\section*{The crystallographic restriction in two and three dimensions}

A crystal that is periodic in the plane or in space can have rotation axes of order 1, 2, 3, 4 and 6 only, and in space the corresponding rotoinversions. The proof writes one operation in two bases. In a basis of the lattice its matrix is made of integers, and in a Cartesian basis its trace is a cosine. The same argument yields a two-number test that names any operation from its matrix.

\subsection*{Premises and conventions}

\textbf{P1 (lattice).} The dimension is $d=2$ or $3$. The translations that leave the ideal, infinite crystal unchanged are exactly the vectors
\begin{equation}
\mathbf t=\sum_{j=1}^{d} n_j\,\mathbf a_j ,\qquad n_j \text{ integer},
\label{eq:lattice}
\end{equation}
with $d$ linearly independent vectors $\mathbf a_j$. They form the lattice $L$. A basis that generates all of $L$ with integer coefficients is called primitive.

\textbf{P2 (isometry).} A symmetry operation preserves distances and maps the crystal onto itself, each atom onto an atom of the same element. A distance-preserving map of Euclidean space has the form
\begin{equation}
(W,\mathbf w):\quad \mathbf x\mapsto W\mathbf x+\mathbf w ,
\end{equation}
where the linear part $W$ preserves scalar products. Products and inverses of symmetry operations are symmetry operations.

\textbf{Conventions.} Operations are active: points move and the axes stay. Coordinates are columns, Miller indices are rows, and bases are right-handed. A positive angle $\varphi$ is counterclockwise when seen from the tip of the axis vector $\mathbf u$. In Hermann--Mauguin notation $n$ is a rotation by $2\pi/n$, and the rotoinversion $\bar n$ is that rotation followed by the inversion $\mathbf x\mapsto-\mathbf x$. The order of $W$ is the smallest positive $k$ with $W^k=I$.

\subsection*{Step 1: the linear part maps the lattice onto itself}

The inverse operation sends $\mathbf x$ to $W^{-1}(\mathbf x-\mathbf w)$. Apply this inverse, then a lattice translation $\mathbf t$, then the operation itself:
\begin{equation}
\mathbf x\mapsto W\left[W^{-1}(\mathbf x-\mathbf w)+\mathbf t\right]+\mathbf w=\mathbf x+W\mathbf t .
\label{eq:conj}
\end{equation}
The product is a symmetry operation by P2 and is a pure translation, so $W\mathbf t$ belongs to $L$ by P1. The same argument for the inverse operation puts $W^{-1}\mathbf t$ in $L$. The translation part $\mathbf w$ has dropped out, so everything below holds equally for screw axes and glide planes.

\subsection*{Step 2: integer matrix in a primitive basis}

Each $W\mathbf a_j$ is a lattice vector and therefore has integer components,
\begin{equation}
W\mathbf a_j=\sum_i \mathbf a_i\,(W_{\rm p})_{ij},\qquad (W_{\rm p})_{ij}\text{ integer}.
\label{eq:int}
\end{equation}
Column $j$ of $W_{\rm p}$ is the image of $\mathbf a_j$. The trace $\tau=\operatorname{tr}W_{\rm p}$ is a sum of integers. The matrix $W_{\rm p}^{-1}$ is also integer by Step 1, so $\det W_{\rm p}$ and its reciprocal are both integers, which leaves $\delta=\det W_{\rm p}=\pm1$.

\subsection*{Step 3: trace and determinant do not depend on the basis}

Let the columns of $P$ hold the Cartesian components of the $\mathbf a_j$, so that $\mathbf x_{\rm cart}=P\,\mathbf x_{\rm p}$. If $Q$ is the Cartesian matrix of $W$, then
\begin{equation}
W_{\rm p}=P^{-1}QP .
\label{eq:sim}
\end{equation}
From $\operatorname{tr}(AB)=\operatorname{tr}(BA)$ follows $\operatorname{tr}W_{\rm p}=\operatorname{tr}(QPP^{-1})=\operatorname{tr}Q$, and from $\det(AB)=\det A\det B$ follows $\det W_{\rm p}=\det Q$. Preservation of scalar products reads $Q^{\mathsf T}Q=I$. With the metric $G=P^{\mathsf T}P$, whose entries are $\mathbf a_i\cdot\mathbf a_j$, the same condition in the lattice basis is
\begin{equation}
W_{\rm p}^{\mathsf T}G\,W_{\rm p}=P^{\mathsf T}Q^{\mathsf T}QP=G .
\label{eq:metric}
\end{equation}
An integer matrix is a symmetry of a given lattice only if it passes this test.

\subsection*{Step 4: Cartesian form in two dimensions}

The columns of $Q$ are orthonormal. The first can be written $(\cos\varphi,\sin\varphi)$, and the second is then $\pm(-\sin\varphi,\cos\varphi)$:
\begin{equation}
Q_{+}=\begin{pmatrix}\cos\varphi&-\sin\varphi\\ \sin\varphi&\cos\varphi\end{pmatrix},\qquad
Q_{-}=\begin{pmatrix}\cos\varphi&\sin\varphi\\ \sin\varphi&-\cos\varphi\end{pmatrix}.
\end{equation}
$Q_{+}$ has $\delta=+1$ and is a rotation with $\tau=2\cos\varphi$. $Q_{-}$ has $\delta=-1$, $\tau=0$ and $Q_{-}^2=I$. It leaves the vector $(\cos\frac{\varphi}{2},\sin\frac{\varphi}{2})$ fixed and reverses the perpendicular one, so it is a mirror line $m$. In the plane every operation with $\delta=-1$ is a mirror or, with a translation along the line, a glide. The inversion $-I$ has $\delta=+1$ there and is the twofold rotation.

\subsection*{Step 5: Cartesian form in three dimensions}

Define $R=\delta Q$. It is orthogonal, and $\det R=\delta^3\det Q=\delta^4=1$. This uses the odd dimension. $R$ has a fixed direction, because
\begin{equation}
\det(R-I)=\det R^{\mathsf T}\det(R-I)=\det(I-R^{\mathsf T})=\det(I-R)=-\det(R-I).
\end{equation}
The four equalities use $\det R^{\mathsf T}=1$, $R^{\mathsf T}R=I$, invariance under transposition, and $\det(-A)=-\det A$ for a $3\times3$ matrix. Hence $\det(R-I)=0$ and a unit vector $\mathbf u$ exists with $R\mathbf u=\mathbf u$. If $\mathbf v\cdot\mathbf u=0$, then $R\mathbf v\cdot\mathbf u=R\mathbf v\cdot R\mathbf u=\mathbf v\cdot\mathbf u=0$, so the plane normal to $\mathbf u$ maps onto itself. In a Cartesian basis with $\mathbf u$ as third vector, $R$ consists of a $2\times2$ orthogonal block and a 1. The block has determinant $+1$ and is $Q_{+}$ by Step 4. Every operation is thus a rotation ($\delta=+1$) or a rotoinversion ($\delta=-1$), with
\begin{equation}
\tau=\delta\,(1+2\cos\varphi).
\label{eq:trace}
\end{equation}

\subsection*{Step 6: the restriction}

By Steps 2 and 3 $\tau$ is an integer. In the plane this says directly that $2\cos\varphi$ is an integer for a rotation. In space $2\cos\varphi=\delta\tau-1$ is an integer as well. Since $|\cos\varphi|\le1$,
\begin{equation}
2\cos\varphi=M\in\{2,1,0,-1,-2\},\qquad \cos\varphi=1,\ \tfrac12,\ 0,\ -\tfrac12,\ -1 .
\label{eq:result}
\end{equation}
Modulo $2\pi$ the angles are $0$, $\pm2\pi/6$, $\pm2\pi/4$, $\pm2\pi/3$ and $2\pi/2$, so $n=1,6,4,3,2$. Any other angle gives a non-integer trace: $1+2\cos(2\pi/n)$ equals $1.618$ for $n=5$, $2.414$ for $n=8$ and $2.732$ for $n=12$.

\subsection*{Step 7: all the allowed cases occur}

For $M=\pm2$ the plane rotation is $\pm I$, which preserves every lattice. For $|M|<2$ multiplication gives $Q_{+}^2=MQ_{+}-I$, the Cayley--Hamilton relation. Choose any nonzero $\mathbf a_1$ and set $\mathbf a_2=Q_{+}\mathbf a_1$, which is independent of $\mathbf a_1$ because $\sin\varphi\neq0$. Then $Q_{+}\mathbf a_2=-\mathbf a_1+M\mathbf a_2$ and
\begin{equation}
W_{\rm p}=\begin{pmatrix}0&-1\\ 1&M\end{pmatrix}
\end{equation}
is integer with determinant $+1$. This constructs the square net for $M=0$ and the hexagonal net for $M=\pm1$. A rectangular net admits the mirror $\operatorname{diag}(1,-1)$. Adding a third basis vector normal to the net gives a space lattice with the axis $n$. The inversion maps every lattice onto itself, since $-\mathbf t$ is in $L$ with $\mathbf t$, so that lattice admits $\bar n$ too.

\subsection*{Step 8: the pair $(\delta,\tau)$ fixes the type}

Equation~(\ref{eq:trace}) gives ten different pairs in three dimensions.
\begin{equation}
\begin{array}{l|ccccc|ccccc}
\text{type}&1&6&4&3&2&\bar1&\bar6&\bar4&\bar3&\bar2=m\\ \hline
\delta&1&1&1&1&1&-1&-1&-1&-1&-1\\
\tau&3&2&1&0&-1&-3&-2&-1&0&1\\
\text{order}&1&6&4&3&2&2&6&4&6&2
\end{array}
\label{eq:table}
\end{equation}
For the order of a rotoinversion, $(-R)^k=(-1)^kR^k$. An odd $k$ gives determinant $-1$ and cannot be the identity, so the order is the smallest even multiple of $n$. The type $\bar2$ has $Q=\operatorname{diag}(1,1,-1)$ and is the mirror plane normal to the axis. Because $-I$ equals that mirror times a rotation by $\pi$, a rotoinversion by $\varphi$ is a rotoreflection by $\varphi+\pi$, which relates $\bar3,\bar4,\bar6$ to the Schoenflies types $S_6,S_4,S_3$.

The trace alone is ambiguous: $\tau=-1$ is $2$ or $\bar4$, $\tau=0$ is $3$ or $\bar3$, and $\tau=1$ is $4$ or $m$. The pair fixes all eigenvalues, $\delta$ and $\delta e^{\pm i\varphi}$, through
\begin{equation}
\det(\lambda I-W)=\lambda^3-\tau\lambda^2+\delta\tau\lambda-\delta .
\label{eq:char}
\end{equation}
It does not fix the axis, the sense of rotation or $\mathbf w$. For types other than $1$ and $\bar1$ the axis solves $W\mathbf u=\delta\mathbf u$. For $n=3,4,6$ the sign of $\sin\varphi$ is the sign of $\mathbf u\cdot(\mathbf x\times\delta W\mathbf x)$ for any $\mathbf x$ off the axis, since this product equals $|\mathbf u|\,x_\perp^2\sin\varphi$, with $x_\perp$ the distance of $\mathbf x$ from the axis. In the plane the pairs are $(+1,M)$ for the five rotations and $(-1,0)$ for $m$.

\subsection*{Step 9: reciprocal space}

Let $\rho$ be the scattering density in fractional coordinates, $\rho(W\mathbf x+\mathbf w)=\rho(\mathbf x)$, and let $F(\mathbf h)=\int_{\rm cell}\rho(\mathbf x)\,e^{2\pi i\,\mathbf h\mathbf x}\,dV$ be the kinematic structure factor. Substituting $\mathbf x=W\mathbf y+\mathbf w$, with Jacobian $|\delta|=1$ and a periodic integrand, gives
\begin{equation}
F(\mathbf h)=e^{2\pi i\,\mathbf h\mathbf w}\,F(\mathbf hW).
\label{eq:F}
\end{equation}
Reflections $\mathbf h$ and $\mathbf hW$ have equal $|F|$, and equal spacing $d$ because $W$ is an isometry. A symmetry of the pattern of reflections maps the reciprocal lattice onto itself, so Steps 2 to 8 restrict it to the same list.

\subsection*{Range of validity}

The proof is exact and holds for any atoms, bonding and cell size, as long as P1 and P2 hold.

\emph{Full periodicity is required.} A molecule or cluster has no lattice and no restriction. A wire or tube periodic along one direction has no restriction on rotations about that direction. A layer periodic in two directions, such as a two-dimensional channel material or an ideal surface, obeys the plane result for the in-plane block of $W$. Quasicrystals violate P1 and can show fivefold axes. A fivefold twinned particle of an fcc metal is no single lattice: its sectors are bounded by $\{111\}$ planes at $\arccos(1/3)=70.53^\circ$, short of $72^\circ$ by $1.47^\circ$ per sector, which strain or defects must take up.

\emph{The dimension matters.} In four dimensions an operation can rotate two orthogonal planes at once, by $\varphi_1$ and $\varphi_2$. With $M_i=2\cos\varphi_i$ its characteristic polynomial is $(\lambda^2-M_1\lambda+1)(\lambda^2-M_2\lambda+1)=\lambda^4-(M_1+M_2)\lambda^3+(2+M_1M_2)\lambda^2-(M_1+M_2)\lambda+1$. The coefficients are integers because $W_{\rm p}$ is an integer matrix, so the sum $M_1+M_2$ and the product $M_1M_2$ must both be integers, while $M_1$ and $M_2$ separately need not be. With $|M_i|\le2$ the non-integer solutions have (sum, product) equal to $(-1,-1)$, $(0,-2)$, $(1,-1)$ or $(0,-3)$, which are operations of order 5, 8, 10 and 12. For example $2\cos(2\pi/5)+2\cos(4\pi/5)=-1$ and $4\cos(2\pi/5)\cos(4\pi/5)=-1$, and an integer $4\times4$ matrix of order 5 exists: the map $\mathbf a_1\to\mathbf a_2\to\mathbf a_3\to\mathbf a_4\to-(\mathbf a_1+\mathbf a_2+\mathbf a_3+\mathbf a_4)$.

\emph{The basis matters for the entries only.} Integer entries are guaranteed in a primitive basis. The values of $\delta$ and $\tau$ may be read in any basis.

\emph{Allowed does not mean present.} The result lists candidates. A candidate must also pass Eq.~(\ref{eq:metric}) and map the atoms correctly. Strain, surfaces and fields remove operations. In a random alloy only the average structure is symmetric.

\subsection*{Illustration: the $\bar4$ operation of zinc blende GaAs}

GaAs has space group $F\bar43m$ (No.~216): an fcc lattice of cube edge $a$, with Ga at the origin and As at $\mathbf x_{\rm As}=\frac a4(1,1,1)$. The numerical inputs are the typical room-temperature value $a=0.5653$~nm and the typical Cu wavelengths $\lambda_{K\alpha_1}=0.15406$~nm and $\lambda_{K\alpha_2}=0.15444$~nm. The Ga--As bond length is $\sqrt3\,a/4=0.2448$~nm.

\textbf{Matrices.} Rotating by $+\pi/2$ about $[001]$ sends $(x,y,z)$ to $(-y,x,z)$, and inverting gives $(y,-x,-z)$. The primitive vectors $\mathbf a_1=\frac a2(0,1,1)$, $\mathbf a_2=\frac a2(1,0,1)$, $\mathbf a_3=\frac a2(1,1,0)$ have length $a/\sqrt2=0.3997$~nm. Their images are $\frac a2(1,0,-1)=\mathbf a_3-\mathbf a_1$, $\frac a2(0,-1,-1)=-\mathbf a_1$ and $\frac a2(1,-1,0)=\mathbf a_2-\mathbf a_1$, so
\begin{equation}
Q=\begin{pmatrix}0&1&0\\-1&0&0\\0&0&-1\end{pmatrix},\quad
W_{\rm p}=\begin{pmatrix}-1&-1&-1\\0&0&1\\1&0&0\end{pmatrix},\quad
G=\frac{a^2}{4}\begin{pmatrix}2&1&1\\1&2&1\\1&1&2\end{pmatrix}.
\end{equation}
$W_{\rm p}$ is not orthogonal, yet it satisfies Eq.~(\ref{eq:metric}). Both matrices give $\delta=-1$ and $\tau=-1$, so $\cos\varphi=(\delta\tau-1)/2=0$ and the table (\ref{eq:table}) returns $\bar4$. Equation~(\ref{eq:char}) becomes $\lambda^3+\lambda^2+\lambda+1=(\lambda+1)(\lambda^2+1)$, with roots $-1$ and $\pm i$. The axis from $W_{\rm p}\mathbf u=-\mathbf u$ is $\mathbf a_1+\mathbf a_2-\mathbf a_3=a(0,0,1)$. The square $Q^2=\operatorname{diag}(-1,-1,1)$ has $(\delta,\tau)=(1,-1)$ and is the twofold rotation, and $Q^4=I$.

\textbf{Atoms.} Any operation must send the Ga atom at the origin to a Ga site, so $\mathbf w$ is a lattice vector and may be set to zero. The test is then whether $W\mathbf x_{\rm As}-\mathbf x_{\rm As}$ lies in $L$. For $\bar4$ it is $\frac a2(0,-1,-1)=-\mathbf a_1$, and the operation is a symmetry. It permutes the four bonds of the Ga atom in the cycle $[111]\to[1\bar1\bar1]\to[\bar1\bar11]\to[\bar11\bar1]$. For the rotation $4$ the difference is $\frac a2(-1,0,0)$, and for $\bar1$ it is $\frac a2(-1,-1,-1)$. A lattice vector $\frac a2(n_1,n_2,n_3)$ has an even sum of the $n_i$, so both fail, although the bare fcc lattice admits them. In silicon both sites hold the same element and $\mathbf w=\frac a4(1,1,1)$ becomes possible. The map $(x,y,z)\mapsto(-y,x,z)+\mathbf w$ exchanges the sublattices, and its fourth power is the translation $a(0,0,1)$. It is a $4_1$ screw with the pair $(1,1)$ of a plain fourfold rotation.

\textbf{Reflections.} In cubic indices $\mathbf hQ=(-k,h,-l)$, so $111\to\bar11\bar1\to\bar1\bar11\to1\bar1\bar1$. With atomic scattering factors $f$ and all indices odd, $F=4\,[f_{\rm Ga}+f_{\rm As}e^{i\pi(h+k+l)/2}]$. The four reflections share $F=4(f_{\rm Ga}-if_{\rm As})$, while $\bar1\bar1\bar1$ has $4(f_{\rm Ga}+if_{\rm As})$, and
\begin{equation}
|F_{111}|^2-|F_{\bar1\bar1\bar1}|^2=-64\,\operatorname{Im}\left(f_{\rm Ga}f_{\rm As}^{*}\right).
\end{equation}
This vanishes for real $f$ (Friedel's law) and in general differs from zero when absorption makes $f$ complex. The polarity of $\{111\}$ wafers is thus compatible with $\bar4$. At a $(001)$ surface $\bar4$ is lost, because it reverses $z$. Its square can survive, but that maps $[110]$ and $[1\bar10]$ each onto its own negative, so $\bar4$ no longer makes these two directions equivalent.

\textbf{Breaking the operation by strain.} Equal biaxial strain in the $(001)$ plane scales the cubic metric to $\operatorname{diag}(g_1,g_1,g_3)$, which $Q$ preserves, so the lattice keeps $\bar4$ along $[001]$. A shear does not. Apply the deformation $D=I+\varepsilon$ with $\varepsilon_{xy}=\varepsilon_{yx}=\eta$ and an assumed $\eta=1.0\times10^{-3}$. The metric of the former cube edges is $G'=a^2D^{\mathsf T}D$, with $G'_{11}=G'_{22}=a^2(1+\eta^2)$ and $G'_{12}=2\eta a^2$. The integer matrix still has $(\delta,\tau)=(-1,-1)$, but $(Q^{\mathsf T}G'Q)_{12}=-2\eta a^2\neq G'_{12}$, so it is no longer an isometry. The directions $[110]$ and $[1\bar10]$ are eigenvectors of $D$ with eigenvalues $1\pm\eta$. The vectors $\mathbf a_3$ and $\mathbf a_2-\mathbf a_1$, formerly related by $\bar4$, now differ in length by $2\eta a/\sqrt2=0.80$~pm.

The operation maps $220$ to $\bar220$. Unstrained, both have $d_0=a/\sqrt8=0.1999$~nm, and Bragg's law $\lambda=2d\sin\theta$ for $K\alpha_1$ gives $\sin\theta=0.3854$, $2\theta=45.34^\circ$ and $\tan\theta=0.4177$. Strained, $d_{220}=d_0(1+\eta)$ and $d_{\bar220}=d_0(1-\eta)$. Differentiating Bragg's law at fixed $\lambda$ gives $\Delta(2\theta)=-2\tan\theta\,\Delta d/d$, hence
\begin{equation}
2\theta_{\bar220}-2\theta_{220}=4\eta\tan\theta=1.67\ \text{mrad}=0.096^\circ .
\end{equation}
The difference is odd in $\eta$, so the neglected terms are smaller by a factor of order $\eta^2$. The $K\alpha_2$ line is a rival effect: it lies $2\tan\theta\,\Delta\lambda/\lambda=2.1$~mrad ($0.12^\circ$) above $K\alpha_1$ and must be removed by a monochromator or fitted separately. The splitting of $1.67$~mrad is the model's number for the assumed shear and scales linearly with $\eta$. When the $\bar4$ operation is intact it is exactly zero.